\section*{Four-band spectrum and effective mass of Bernal bilayer graphene}

\subsection*{Statement}

Describe the $\pi$ electrons of Bernal (AB) stacked bilayer graphene by one $p_z$ orbital per carbon atom, and keep two hoppings: $\gamma_0$ between nearest neighbours in a layer and $\gamma_1$ between the two atoms of the cell that lie directly above one another. Let $a$ be the lattice constant and $\mathbf q$ the wave vector measured from a corner $K_\xi$ of the Brillouin zone. For $qa\ll1$ the four bands are
\begin{equation}
E_{s\lambda}(q)=s\left[\lambda\frac{\gamma_1}{2}+\sqrt{\frac{\gamma_1^2}{4}+(\hbar vq)^2}\right],\qquad v=\frac{\sqrt3\,a\gamma_0}{2\hbar},
\label{eq:main}
\end{equation}
with $s=+1$ for conduction and $s=-1$ for valence bands, $\lambda=-1$ for the low bands and $\lambda=+1$ for the split bands. The low bands touch at $q=0$ and are parabolic there, $E=s\hbar^2q^2/2m$, with
\begin{equation}
m=\frac{\gamma_1}{2v^2}.
\label{eq:mass}
\end{equation}
They turn linear, with slope $\hbar v$, for $\hbar vq\gg\gamma_1/2$. The split bands start at $s\gamma_1$. At zero temperature and with both layers at the same potential, the split band begins to fill at the carrier density
\begin{equation}
n^*=\frac{2\gamma_1^2}{\pi\hbar^2v^2}=2n_\perp,\qquad n_\perp\equiv\frac{\gamma_1^2}{\pi\hbar^2v^2}.
\label{eq:onset}
\end{equation}
A difference $U$ of the layer potentials multiplies $n^*$ by $1+U^2/2\gamma_1^2$.

\subsection*{Premises and conventions}

(i) Electrons are independent; exchange and correlation enter only through the values of the hoppings. (ii) The $p_z$ orbitals are orthonormal and all have on-site energy zero. (iii) Only $\gamma_0>0$ and $\gamma_1>0$ are kept. (iv) Spin-orbit coupling, disorder and strain are absent, so spin is a twofold degeneracy.

The primitive vectors are $\mathbf a_{1,2}=a(1/2,\pm\sqrt3/2)$. The three vectors from an $A$ site to its $B$ neighbours are $\boldsymbol\delta_1=(0,a/\sqrt3)$ and $\boldsymbol\delta_{2,3}=(\pm a/2,-a/2\sqrt3)$. Layer 1 has $A1$ at the origin and $B1$ at $\boldsymbol\delta_1$. Layer 2 is layer 1 displaced by $\boldsymbol\delta_1$ in the plane and by $d$ along the normal. Then $A2$ sits above $B1$; these are the dimer sites. $B2$ sits at $2\boldsymbol\delta_1$, which equals $-\boldsymbol\delta_1$ up to the lattice vector $3\boldsymbol\delta_1=\mathbf a_1-\mathbf a_2$ and lies above a hexagon centre of layer 1. $A1$ and $B2$ are the non-dimer sites. The matrix element of an in-plane bond is $-\gamma_0$ and that of the vertical bond is $+\gamma_1$. Reversing the sign of all orbitals in layer 2 reverses the sign of $\gamma_1$ alone, so this sign cannot affect the spectrum.

\subsection*{Bloch Hamiltonian}

For each sublattice $j$ form the Bloch sum $|j,\mathbf k\rangle=N^{-1/2}\sum e^{i\mathbf k\cdot\mathbf R_j}|\mathbf R_j\rangle$ over the $N$ in-plane atomic positions $\mathbf R_j$. Translation symmetry makes $H$ diagonal in $\mathbf k$. The element between $A$ and $B$ of one layer collects the phases of three bonds, $-\gamma_0f(\mathbf k)$, with
\begin{equation}
f(\mathbf k)=\sum_{l=1}^3e^{i\mathbf k\cdot\boldsymbol\delta_l}=e^{ik_ya/\sqrt3}+2e^{-ik_ya/2\sqrt3}\cos\frac{k_xa}{2}.
\label{eq:f}
\end{equation}
The vertical bond has no in-plane displacement and carries no phase. In the order $(A1,B1,A2,B2)$,
\begin{equation}
H(\mathbf k)=\begin{pmatrix}0&-\gamma_0f&0&0\\-\gamma_0f^*&0&\gamma_1&0\\0&\gamma_1&0&-\gamma_0f\\0&0&-\gamma_0f^*&0\end{pmatrix}.
\label{eq:H}
\end{equation}

\subsection*{Exact diagonalisation}

Write $x=\gamma_0^2|f|^2$ and denote the amplitudes by the site labels. For $E\neq0$ the first and last rows of $H\psi=E\psi$ give
\begin{equation}
A_1=-\gamma_0fB_1/E,\qquad B_2=-\gamma_0f^*A_2/E.
\label{eq:elim}
\end{equation}
Inserting these in the two middle rows leaves
\begin{equation}
\left(E-\frac xE\right)B_1=\gamma_1A_2,\qquad\left(E-\frac xE\right)A_2=\gamma_1B_1 .
\label{eq:dimer}
\end{equation}
The pair is symmetric under $B_1\leftrightarrow A_2$, so its solutions have $A_2=\sigma B_1$ with $\sigma=\pm1$, and each sign gives a quadratic equation,
\begin{equation}
E^2-\sigma\gamma_1E-x=0,\qquad E=\sigma\frac{\gamma_1}{2}\pm\Omega,\qquad\Omega=\sqrt{\gamma_1^2/4+x}.
\label{eq:quad}
\end{equation}
The product of the two quadratics, $(E^2-x)^2-\gamma_1^2E^2$, is $\det(H-E)$. Both are polynomials that agree for all $E\ne0$, so they agree at $E=0$ too and no root has been lost. Since $\Omega\ge\gamma_1/2$, the upper sign in \eqref{eq:quad} gives $E\ge0$ and the lower sign $E\le0$. Calling that sign $s$ and setting $\lambda=s\sigma$,
\begin{equation}
E_{s\lambda}(\mathbf k)=s\left[\lambda\gamma_1/2+\sqrt{\gamma_1^2/4+\gamma_0^2|f(\mathbf k)|^2}\right]
\label{eq:exact}
\end{equation}
throughout the zone. With $E_\pm=\Omega\pm\gamma_1/2$ one has $E_+E_-=x$ and $E_+-E_-=\gamma_1$. Both grow with $x$, so the band edges lie at the zeros of $f$. There the low bands are degenerate at $E=0$ and live on the non-dimer sites, while the split states are the even and odd combinations of the dimer orbitals at $\pm\gamma_1$. From \eqref{eq:elim}, normalisation gives $|B_1|^2=|A_2|^2=E^2/[2(E^2+x)]$; every state has equal weight on the two layers, and its weight on the dimer sites is $E^2/(E^2+x)$.

\subsection*{Expansion at the zone corners}

At $K_\xi=(4\pi\xi/3a,0)$, $\xi=\pm1$, the cosine in \eqref{eq:f} is $-1/2$ and $f=0$. The two points are inequivalent and form the two valleys. Put $\mathbf k=K_\xi+\mathbf q$, $u=q_xa/2$ and $w=q_ya/2\sqrt3$. The addition theorem gives $f=e^{2iw}-e^{-iw}(\cos u+\xi\sqrt3\sin u)$. The first-order terms are $3iw-\xi\sqrt3u$, the second-order terms are $(u^2-3w^2)/2+i\xi\sqrt3uw$, and the third order follows in the same way:
\begin{equation}
f=-\frac{\sqrt3a}{2}(\xi q_x-iq_y)\left[1-\frac{q^2a^2}{24}\right]+\frac{a^2}{8}(\xi q_x+iq_y)^2+O(q^4a^4).
\label{eq:fexp}
\end{equation}
To leading order $-\gamma_0f=v\pi^\dagger$, where $\pi=\hbar(\xi q_x+iq_y)$ and $v=\sqrt3a\gamma_0/2\hbar$ is the band velocity of a single layer. Then $x=(\hbar vq)^2$ in both valleys, and \eqref{eq:exact} becomes \eqref{eq:main}.

\subsection*{Parabolic and linear limits}

For $x\ll\gamma_1^2/4$ the binomial series gives $\Omega=\gamma_1/2+x/\gamma_1-x^2/\gamma_1^3+\dots$, hence
\begin{equation}
E_-=\frac{x}{\gamma_1}\left(1-\frac{x}{\gamma_1^2}+\dots\right),\qquad E_+=\gamma_1+E_- .
\label{eq:small}
\end{equation}
Matching $\hbar^2v^2q^2/\gamma_1$ to $\hbar^2q^2/2m$ proves \eqref{eq:mass}. The split band is a rigid copy of the low band raised by $\gamma_1$ and has the same edge mass.

The origin of the mass is seen by eliminating the dimer sites instead. For $|E|\ll\gamma_1$ the terms $EB_1$ and $EA_2$ in the middle rows are dropped, which gives $A_2=-v\pi A_1/\gamma_1$ and $B_1=-v\pi^\dagger B_2/\gamma_1$. The outer rows, $EA_1=v\pi^\dagger B_1$ and $EB_2=v\pi A_2$, then define a Hamiltonian on $(A1,B2)$:
\begin{equation}
H_2=-\frac1{2m}\begin{pmatrix}0&(\pi^\dagger)^2\\\pi^2&0\end{pmatrix}.
\label{eq:H2}
\end{equation}
An electron passes from one non-dimer site to the other by two in-plane hops and one passage through the dimer. With $\phi$ the polar angle of $\mathbf q$, $\pi^2=\hbar^2q^2e^{2i\xi\phi}$, so the relative phase of the two components winds twice on a loop round $K_\xi$.

For $x\gg\gamma_1^2/4$ the expansion runs in the inverse ratio:
\begin{equation}
E_\pm=\hbar vq\pm\frac{\gamma_1}{2}+\frac{\gamma_1^2}{8\hbar vq}-\dots
\label{eq:large}
\end{equation}
The bands become two Dirac cones of slope $\hbar v$, offset by $\pm\gamma_1/2$.

\subsection*{Filling, density of states and onset}

Take electrons, $E_F>0$; holes are the mirror image. A Fermi circle of radius $q$ holds $n=4\pi q^2/(2\pi)^2=q^2/\pi$ carriers per area, the factor 4 counting spin and valley, so $n=x/\pi\hbar^2v^2$. Equation \eqref{eq:quad} gives $x$ at energy $E$ without a square root, $x=E^2-\lambda\gamma_1E$. Therefore
\begin{equation}
n_-=\frac{E_F^2+\gamma_1E_F}{\pi\hbar^2v^2},\qquad n_+=\frac{E_F^2-\gamma_1E_F}{\pi\hbar^2v^2}\quad(E_F>\gamma_1),
\label{eq:n}
\end{equation}
and $n_+=0$ for $E_F<\gamma_1$. At $E_F=\gamma_1$ the low band has $x=2\gamma_1^2$, which proves \eqref{eq:onset}. The Fermi wave vector there is $q^*=\sqrt2\gamma_1/\hbar v$. The parabola would place this state at $2\gamma_1$, twice too high, and filling the parabola up to $\gamma_1$ would give only $n_\perp$. The first two terms of \eqref{eq:large} give $0.91\gamma_1$ and the first three $1.003\gamma_1$: at the onset the low band is close to its linear limit.

Above the onset the terms linear in $E_F$ cancel and $n=2E_F^2/\pi\hbar^2v^2$, the density of two uncoupled layers. The density of states $D=dn/dE$ is
\begin{equation}
D=\frac{2E+\gamma_1}{\pi\hbar^2v^2}\quad(E<\gamma_1),\qquad D=\frac{4E}{\pi\hbar^2v^2}\quad(E>\gamma_1).
\label{eq:dos}
\end{equation}
It steps from $3\gamma_1$ to $4\gamma_1$ in units of $1/\pi\hbar^2v^2$, a rise by one third, and the quantum capacitance $C_Q=e^2D(E_F)$ steps with it. The cyclotron mass, $m_c=(\hbar^2/2\pi)\,d(\pi q^2)/dE$, is
\begin{equation}
m_{c,\lambda}=\frac{2E-\lambda\gamma_1}{2v^2}=m\sqrt{1+4n_\lambda/n_\perp},
\label{eq:mc}
\end{equation}
because $2E-\lambda\gamma_1=2\Omega$. The low band has $m_c=3m$ at the onset.

At temperature $T$ and chemical potential $\gamma_1$, integrating the split-band density of states $(2E-\gamma_1)/\pi\hbar^2v^2$ against the Fermi function, with $\int_0^\infty dy/(e^y+1)=\ln2$ and $\int_0^\infty y\,dy/(e^y+1)=\pi^2/12$, gives
\begin{equation}
n_+(T)=\frac{\gamma_1k_BT\ln2+\pi^2(k_BT)^2/6}{\pi\hbar^2v^2}.
\label{eq:T}
\end{equation}

\subsection*{Layer asymmetry under a single gate}

A gate on one side puts the layers at different potentials, against premise (ii). Add $-U/2$ on layer 1 and $+U/2$ on layer 2. The elimination goes through with $E\to E+U/2$ in layer 1 and $E\to E-U/2$ in layer 2:
\begin{equation}
\left[(E+U/2)^2-x\right]\left[(E-U/2)^2-x\right]=\gamma_1^2(E^2-U^2/4).
\label{eq:detU}
\end{equation}
Solved as a quadratic in $E^2$, this gives
\begin{equation}
E_\pm^2=\frac{\gamma_1^2}{2}+\frac{U^2}{4}+x\pm\sqrt{\frac{\gamma_1^4}{4}+x(\gamma_1^2+U^2)} .
\label{eq:EU}
\end{equation}
$E_+$ still rises with $x$, from the edge $E^2=\gamma_1^2+U^2/4$. Read as a quadratic in $x$, \eqref{eq:detU} has roots with sum $2E^2+U^2/2$ and product $y(y-\gamma_1^2)$, where $y=E^2-U^2/4$. At the edge the product vanishes, the non-zero root is $2\gamma_1^2+U^2$, and
\begin{equation}
n^*(U)=n^*\left(1+U^2/2\gamma_1^2\right).
\label{eq:nU}
\end{equation}

The size of $U$ follows from a Hartree estimate. By the Hellmann--Feynman theorem the weight of a state on layer 2 minus that on layer 1 is $2\,\partial E/\partial U$. Differentiating \eqref{eq:EU} to first order in $U$, and using $x=E_+E_-$, a conduction state has imbalance $Up_\pm$ and a valence state $-Up_\pm$, with
\begin{equation}
p_\pm=\frac1{2E_\pm}\pm\frac{E_\mp}{\gamma_1\Omega},\qquad p_++p_-=\frac{\gamma_1^2}{4x\Omega},
\end{equation}
all taken at $U=0$. The energies change only at order $U^2$, so the Fermi circle stays at $x=2\gamma_1^2$, where $\Omega=3\gamma_1/2$. Inside it both low bands are full and cancel for any $U$, which removes the region of small $x$ where the expansion of $E_-$ fails; only the split valence band is left. Outside it both valence bands contribute. With $dx=2\Omega\,d\Omega$,
\begin{equation}
\int_0^{2\gamma_1^2}\!p_+dx=\gamma_1\left(2-\tfrac12\ln2\right),\qquad\int_{2\gamma_1^2}^\infty\!(p_++p_-)\,dx=\tfrac12\gamma_1\ln2 .
\end{equation}
The logarithms cancel, and $n_2-n_1=-2\gamma_1U/\pi\hbar^2v^2=-n^*U/\gamma_1$. The part of the second integral beyond $x=\gamma_0^2$, where the continuum form fails, is about $\gamma_1^2/2\gamma_0$, a fraction $\gamma_1/4\gamma_0$ of the total. Let the gate face layer 1 and let the field vanish beyond layer 2. By Gauss's law the field between the layers is $en_2/\varepsilon_0\varepsilon_r$, where $\varepsilon_r$ stands for the screening not due to the $\pi$ bands. The field points towards layer 2, so electrons there have the higher energy, $U=e^2dn_2/\varepsilon_0\varepsilon_r>0$. With $n_2=(n^*/2)(1-U/\gamma_1)$,
\begin{equation}
U=\frac{U_0}{1+U_0/\gamma_1},\qquad U_0=\frac{e^2dn^*}{2\varepsilon_0\varepsilon_r}.
\label{eq:U}
\end{equation}

\subsection*{Other neglected terms}

A perturbation that moves the split edge by $\delta E_{\rm edge}$ and the low band at $q^*$ by $\delta E_-$ changes the onset through $dx/dE=3\gamma_1$:
\begin{equation}
\frac{\delta n^*}{n^*}=\frac{3}{2\gamma_1}\left(\delta E_{\rm edge}-\langle\delta E_-\rangle_\phi\right).
\label{eq:rule}
\end{equation}
The low conduction state has $A_2=-B_1$, $A_1=v\pi^\dagger B_1/E$, $B_2=-v\pi B_1/E$ and, at the onset, $|B_1|^2=1/6$.

An extra energy $\Delta'$ on the dimer sites shifts the edge by $\Delta'$ and the low band by $\Delta'/3$, so $\delta n^*/n^*=\Delta'/\gamma_1$.

The skew hopping $\gamma_4$, defined by $H_{A1,A2}=H_{B1,B2}=+\gamma_4f=-(\gamma_4/\gamma_0)v\pi^\dagger$, vanishes at $q=0$. Its expectation value in the low band is $2(\gamma_4/\gamma_0)xE/(E^2+x)$, equal to $\tfrac43\gamma_1\gamma_4/\gamma_0$ at the onset, so $\delta n^*/n^*=-2\gamma_4/\gamma_0$.

A second-neighbour hopping $-t'$ in the plane adds $-t'(|f|^2-3)$ to all four bands, that is $-t'x/\gamma_0^2$ relative to the corner, so $\delta n^*/n^*=3t'\gamma_1/\gamma_0^2$. These three corrections change sign for holes.

The skew hopping $\gamma_3$, defined by $H_{A1,B2}=-\gamma_3f^*=(\gamma_3/\gamma_0)v\pi$, shifts the low band by $-\xi(\gamma_3/\gamma_0)x^{3/2}\cos3\phi/(E^2+x)$. At the onset this modulates $q_F^2$ by the relative amplitude $\sqrt2\gamma_3/\gamma_0$. The angular mean is zero, so $n^*$ changes only in second order. At low energy the same term adds $(\gamma_3/\gamma_0)v\pi$ to the upper right element of \eqref{eq:H2} and dominates as $q\to0$. Along a direction where the two terms oppose, $|E|=|x/\gamma_1-(\gamma_3/\gamma_0)\sqrt x|$, which has a local maximum $E_L=(\gamma_1/4)(\gamma_3/\gamma_0)^2$ between its two zeros. The parabola needs $|E|\gg E_L$.

Lattice corrections follow from \eqref{eq:fexp}: $|f|^2=\tfrac34q^2a^2[1-\xi qa\cos3\phi/2\sqrt3-q^2a^2/16+\dots]$. Inverting for $q^2$ at fixed $x$ to second order and averaging over $\phi$ enlarges the enclosed area by the fraction $x/6\gamma_0^2$, which is $\gamma_1^2/3\gamma_0^2$ at the onset.

\subsection*{Range of validity}

As inputs take the typical values $a=0.246$ nm, $d=0.335$ nm, $\gamma_0=3.16$ eV, $\gamma_1=0.38$ eV and the approximate values $\gamma_3=0.38$ eV, $\gamma_4=0.14$ eV, $\Delta'=0.02$ eV in the sign conventions above. Then $\hbar v=0.673$ eV\,nm, $v=1.02\times10^6$ m/s, $m=0.032\,m_e$ and $n_\perp=1.0\times10^{13}$ cm$^{-2}$.

Equation \eqref{eq:exact} is exact within the premises. Its continuum form \eqref{eq:main} needs $qa\ll1$; at the onset $q^*=0.80$ nm$^{-1}$ and $q^*a=0.20$, the lattice warping of $|f|^2$ is 6 per cent and the change of $n^*$ is 0.5 per cent. The parabolic law holds in the window $E_L\ll|E|\ll\gamma_1$, with $E_L=1.4$ meV. By \eqref{eq:small} its relative correction is $n/n_\perp$, so it gives energies to a tenth only below $1.0\times10^{12}$ cm$^{-2}$; the crossover $\hbar vq=\gamma_1/2$ lies at $n_\perp/4=2.5\times10^{12}$ cm$^{-2}$. It must not be used near the onset. At the lowest densities electron-electron interaction and potential fluctuations, both outside the premises, can also exceed the kinetic energy.

For electrons, $\Delta'$ moves $n^*$ by $+5$ per cent, $\gamma_4$ by $-9$ per cent, and $t'$ by $+1.1$ per cent for each 0.1 eV. The term $\gamma_3$ modulates $q_F^2$ by 17 per cent, and its second-order effect on $n^*$ is of the order of the square of this, 0.03. The largest correction under a single gate is the layer asymmetry. The value of $\varepsilon_r$ is uncertain; take 1 and 2 as illustrative bounds. Equation \eqref{eq:U} gives $U_0=0.61$ eV and $U=0.23$ eV for $\varepsilon_r=1$, and $U_0=0.31$ eV and $U=0.17$ eV for $\varepsilon_r=2$. By \eqref{eq:nU} the onset rises by 19 and 10 per cent, for electrons and holes alike. With $U/\gamma_1$ up to 0.6 the linear response behind \eqref{eq:U} is only a rough guide, and the cutoff adds an uncertainty of 3 per cent, so the fair summary is an upward shift of one to two tenths. Equation \eqref{eq:onset} holds as written when equal gates on both sides keep $U=0$. Densities below are therefore given to two figures.

\subsection*{Illustration: electrolyte gate near the onset}

All numbers are the model's, for the inputs above. With $U=0$ the onset is $n^*=2.0\times10^{13}$ cm$^{-2}$ at $E_F=0.38$ eV, where the cyclotron mass of the low band is $0.096\,m_e$. The quantum capacitance steps from 13 to 17 $\mu$F/cm$^2$. The charge at the onset is $en^*=3.2$ $\mu$C/cm$^2$. For an illustrative double-layer capacitance of 5 $\mu$F/cm$^2$ in series with $C_Q$, the drop across the double layer is 0.65 V, the gate swing from neutrality, $E_F/e+en^*/C_{\rm dl}$, is 1.0 V, and the total capacitance steps only from 3.6 to 3.9 $\mu$F/cm$^2$. At 300 K, $k_BT=0.026$ eV and \eqref{eq:T} puts $5.6\times10^{11}$ cm$^{-2}$ in the split band when the chemical potential reaches its edge, 2.7 per cent of $n^*$; the step is rounded over a few $k_BT$.

The same charge behind a solid dielectric needs a field $en^*/\varepsilon_0\varepsilon$. With the typical permittivity 20 of HfO$_2$ this is 0.18 V/nm, so a 5 nm top-gate oxide drops 0.92 V and the swing is 1.3 V. With the typical permittivity 3.9 of SiO$_2$ the field is 0.94 V/nm, or $2.8\times10^2$ V across a 300 nm back-gate oxide.

At a total density of $3.0\times10^{13}$ cm$^{-2}$ and $U=0$, $E_F=\hbar v\sqrt{\pi n/2}=0.46$ eV. Equation \eqref{eq:n} divides the carriers into $n_-=2.7\times10^{13}$ and $n_+=0.27\times10^{13}$ cm$^{-2}$, with Fermi wave vectors 0.93 and 0.29 nm$^{-1}$ and cyclotron masses $0.11\,m_e$ and $0.046\,m_e$. The minority density is a small difference and is sensitive to the asymmetry: at the same total density and $U=0.23$ eV, the smaller root $x$ of \eqref{eq:detU} gives $n_+=0.14\times10^{13}$ cm$^{-2}$, about half as much. With the electrolyte on one side only, the model's onset moves from $2.0\times10^{13}$ cm$^{-2}$ to $2.2\times10^{13}$ cm$^{-2}$ for $\varepsilon_r=2$ and $2.4\times10^{13}$ cm$^{-2}$ for $\varepsilon_r=1$, with a remaining uncertainty of about a tenth from $\gamma_4$, $\Delta'$, $\gamma_3$ and the Hartree estimate.